Before a measured NMR spectrum of this small silane, $(\mathrm{CH_3})_2\mathrm{CH{-}SiH_2{-}SiH_2{-}PH_2}$, is compared with a calculation, someone has to decide whether one computed shape of the molecule will do or whether several must be averaged. The answer depends on the nucleus. For carbon the choice changes a shift by about one ppm or less, but for the silicon next to carbon it can change it by up to 6 ppm.

NMR shifts of (CH3)2CH-SiH2-SiH2-PH2, computed with PySCF 2.14.0 and tblite 0.8.0: reference shielding less that here, both GIAO PBE0/pcSseg-1, on GFN2-xTB geometries without solvent. The average runs over the four conformers kept, with Boltzmann weights at 298.15 K from PBE0-D3(BJ)/pcSseg-1 energies and GFN2-xTB free-energy terms.

```csv
atom,nucleus,count,reference,shift in conformer 1 (ppm),shift in conformer 2 (ppm),shift in conformer 3 (ppm),shift in conformer 4 (ppm),averaged shift (ppm)
1,13C,2,TMS,23.60,23.10,22.90,23.20,23.30
2,13C,1,TMS,15.50,16.30,17.00,15.40,15.90
4,29Si,1,TMS,-62.00,-53.70,-65.10,-56.40,-59.70
5,29Si,1,TMS,-99.00,-101.80,-97.90,-101.00,-99.80
6,31P,1,PH3,-20.70,-19.90,-11.90,-20.40,-18.90
1,1H,6,TMS,1.24,1.12,1.23,1.12,1.19
2,1H,1,TMS,1.01,1.22,1.35,1.29,1.17
4,1H,2,TMS,3.80,3.95,3.95,3.97,3.89
5,1H,2,TMS,4.04,3.97,4.15,4.13,4.06
6,1H,2,TMS,1.11,0.81,1.22,1.07,1.05
```

The atoms are numbered along the chain: C1 stands for the two methyl carbons, C2 for the carbon that joins them, then come Si4, Si5 and P6. A proton signal carries the number of the atom that holds it. A lower shift means a more strongly shielded nucleus. The four conformers form two families according to the twist about the Si–Si bond: in 1 and 3 the phosphorus is folded back towards C2, with twists of 20° and 35°, while in 2 and 4 the chain is extended, with twists near 180°.

**Why the nuclei differ in scale.** A magnetic field mixes occupied orbitals with empty ones, and the currents that result deshield the nucleus. For a given nucleus this paramagnetic part follows roughly

$$\sigma_\mathrm{p}\propto-\frac{\langle r^{-3}\rangle}{\Delta E},$$

where $\langle r^{-3}\rangle$ measures how closely the valence p electrons approach the nucleus and $\Delta E$ is a typical excitation energy. In the limit of a free atom with a closed, spherical shell the term vanishes; bonds bring it in, and a change of shape alters it by some fraction. A nucleus with a wide range of shifts among its compounds should therefore also move more when its molecule turns.

The simplest version of this idea gives each signal the same percentage of its nucleus's usual shift range. With rough ranges of 12 ppm for hydrogen, 220 for carbon, 500 for silicon and 700 for phosphorus, the one constant, fixed by all ten rows, comes out at 1.3 %. The worst row misses it by a factor of 4, whereas equal movement in ppm for all nuclei would fail by a factor of 13. The rule thus gives the order of magnitude; what remains depends on where in the molecule a nucleus sits, as the printed output shows row by row.

**The carbons.** The methyl signal hardly moves, and C2 covers only 1.6 ppm. That is surprising at first, because C2 and P6 sit at the two ends of the twisted unit C–Si–Si–P. In a carbon chain, folding such a unit shields both end carbons by roughly 5 ppm each, which is known as the gamma-gauche effect. Here C2 lies 0.35 ppm below the mean of the extended forms in conformer 1, but 1.15 ppm above it in conformer 3, so folding brings no common shielding.

One explanation of the gamma-gauche effect is that the end groups press on each other, and a short estimate shows why they can avoid this here. Take rough bond lengths $a=1.9$ Å for C–Si, $b=2.4$ Å for Si–Si and $c=2.3$ Å for Si–P, with bond angles of 110°. Along the Si–Si axis the ends are then $L=b+(a+c)\cos70^\circ\approx3.8$ Å apart. For a twist $\phi$ their full distance is

$$d=\sqrt{L^2+\sin^2 70^\circ\,(a^2+c^2-2ac\cos\phi)}.$$

At $\phi=20^\circ$ the second term is about 0.6 Å², so $d\approx\sqrt{3.8^2+0.6}\approx3.9$ Å.

Carbon and phosphorus touch at roughly 3.5 Å, so even this strongly folded pair stays out of contact. In the limit of full eclipse, $\phi=0$, the distance still could not fall below $L$. The same formula puts the end carbons of gauche butane about 2.9 Å apart, well inside the contact distance of two carbons, which is near 3.4 Å. The estimate covers only the heavy end atoms, not the hydrogens around them, but it suggests that long bonds weaken the gamma-gauche shielding as far as contact is its cause. One molecule cannot test this.

**The silicons.** The fold does show up clearly at the two silicons in the middle of the chain. Si4 is on average 8.5 ppm more shielded in the folded forms than in the extended ones, while Si5 moves the other way by about 3 ppm. For both, the division into folded and extended accounts for about 90 % of the variation among conformers, measured by squared deviations from the row's mean. An arbitrary division of four conformers into two pairs would take a third on average.

A plausible route runs through the bonds rather than through space. In the extended form the C–Si4 bond points opposite to the polar Si5–P6 bond, which is the best position for its electrons to spread into the empty antibonding orbital of Si–P. Folding spoils this alignment and brings an Si–H bond closer to that position, so the orbitals that the field mixes at the silicons change. This remains a guess, because the argument gives neither the sign nor the size of the shifts. The $\mathrm{PH_2}$ group may also play a part. The one P–H bond whose twist about Si–P was recorded stands at 151° and 164° in the folded forms, but at 46° and −64° in the extended ones. Without the second P–H bond this does not prove that the whole group is turned differently, since the two hydrogens may merely have swapped places. If it is turned, four conformers cannot separate that turn from the fold. What the table does show is that two nuclei of the same element, one bond apart, respond in opposite directions, which no scale factor for the element can explain.

**The phosphorus.** Three conformers agree within 0.8 ppm, and conformer 3 stands about 8 ppm above them. Folding alone is not the reason, because conformer 1 is folded too and its phosphorus stays with the extended forms. The direction of the phosphorus lone pair is a natural suspect, but the recorded P–H bond points almost the same way in conformers 1 and 3, and without the second one the lone pair cannot be placed. A different turn of the isopropyl group is another possible cause, so the outlier stays unexplained. For a comparison with experiment the zero of the scale matters more: these shifts are counted from $\mathrm{PH_3}$, which lies far below phosphoric acid, the customary zero. They must be converted before they are compared with a measured spectrum, and the value taken for $\mathrm{PH_3}$ matters, because its gas and its liquid differ by more than 20 ppm.

**The protons.** Hydrogen is the limiting case of the scale argument. Its valence shell is 1s, with hardly any p character, so the paramagnetic term at the nucleus is small and the signals move by only 0.1 to 0.4 ppm. Such changes are comparable with the usual error of a calculation of this kind, even at the methyl protons, where they follow the fold almost perfectly. The $\mathrm{CH_3}$ and CH protons average 1.19 and 1.17 ppm and change their order between conformers, so the calculation gives no basis for telling these two signals apart by their shifts.

**The averages.** If the molecule turned slowly compared with the spacing of the lines, each conformer would give its own spectrum. Rotation about an Si–Si single bond is fast, so only the population-weighted mean is seen. For Si4 this mean is −59.7 ppm, a value that none of the four conformers has. It lies between the two families because the folded one holds about 60 % of the population and the extended one the rest.

Such a mean is only as good as its weights. If the folded forms really lay 0.5 kcal/mol higher than computed, a modest error for such energies, their share would drop from 60 % to 39 %. The Si4 average would then move by $(0.39-0.60)\times(-8.5)\approx+1.8$ ppm. The weights deserve this caution, because the run warns of a conformer that keeps an imaginary vibration and so is not a confirmed minimum. The unusual twists of 20° and 35° come from the approximate GFN2-xTB method, and they matter for the shifts too: at a more usual twist near 60°, the gap between folded and extended forms at Si4 could be different.

The set of shapes matters as much. The four conformers cover only 58.4 % of the population that GFN2-xTB assigns to all those it found. If the others resembled the extended family, the Si4 average would be about −58 ppm; if they resembled the folded one, about −61 ppm. That uncertainty of a few ppm comes on top of a possible error of tens of ppm in the absolute silicon shifts, part of which should cancel when two conformers are compared at the same nucleus.

For the decision at the start, this means that a single conformer is good enough for the carbon lines, while Si4 and phosphorus gain most from the average. A mismatch of a few ppm at Si4 is no reason to reject the structure: an error in the balance between folded and extended chains can produce part of it, and the error of the absolute silicon shifts can be larger still.

Printed output of the fit:

```
Response to conformation:
  row  span_ppm  span_percent_of_usual_range  folded_less_extended_ppm  percent_of_variation_due_to_fold
    1       0.7                       0.3182                       0.1                             3.846
    2       1.6                       0.7273                       0.4                             9.467
    4      11.4                         2.28                      -8.5                             89.53
    5       3.9                         0.78                      2.95                             90.39
    6       8.8                        1.257                      3.85                             27.62
    1      0.12                            1                     0.115                             99.62
    2      0.34                        2.833                    -0.075                             8.539
    4      0.17                        1.417                    -0.085                             38.69
    5      0.18                          1.5                     0.045                             9.701
    6      0.41                        3.417                     0.225                             55.95
Typical span in percent of the usual shift range (geometric mean): 1.267
Worst factor by which a row misses that common percentage: 3.981
Worst factor if all nuclei had the same span in ppm: 13.24
C2 in conformer 1 less mean of extended forms (ppm): -0.35
C2 in conformer 3 less mean of extended forms (ppm): 1.15
P6 in conformer 3 less mean of the other three (ppm): 8.433
P6 span without conformer 3 (ppm): 0.8
Estimated C to P distance at 20 degrees twist (angstrom): 3.915
Estimated C to P distance at 35 degrees twist (angstrom): 4.032
Estimated end-to-end C to C distance in gauche butane (angstrom): 2.893
Rough van der Waals contact of C and P (angstrom): 3.5
Folded share of the kept population (percent): 60.1
Folded share if folded forms lay 0.5 kcal/mol higher (percent): 39.31
Change of the Si4 average in that case (ppm): 1.767
Si4 average if all missing population were extended (ppm): -57.75
Si4 average if all missing population were folded (ppm): -61.28
```
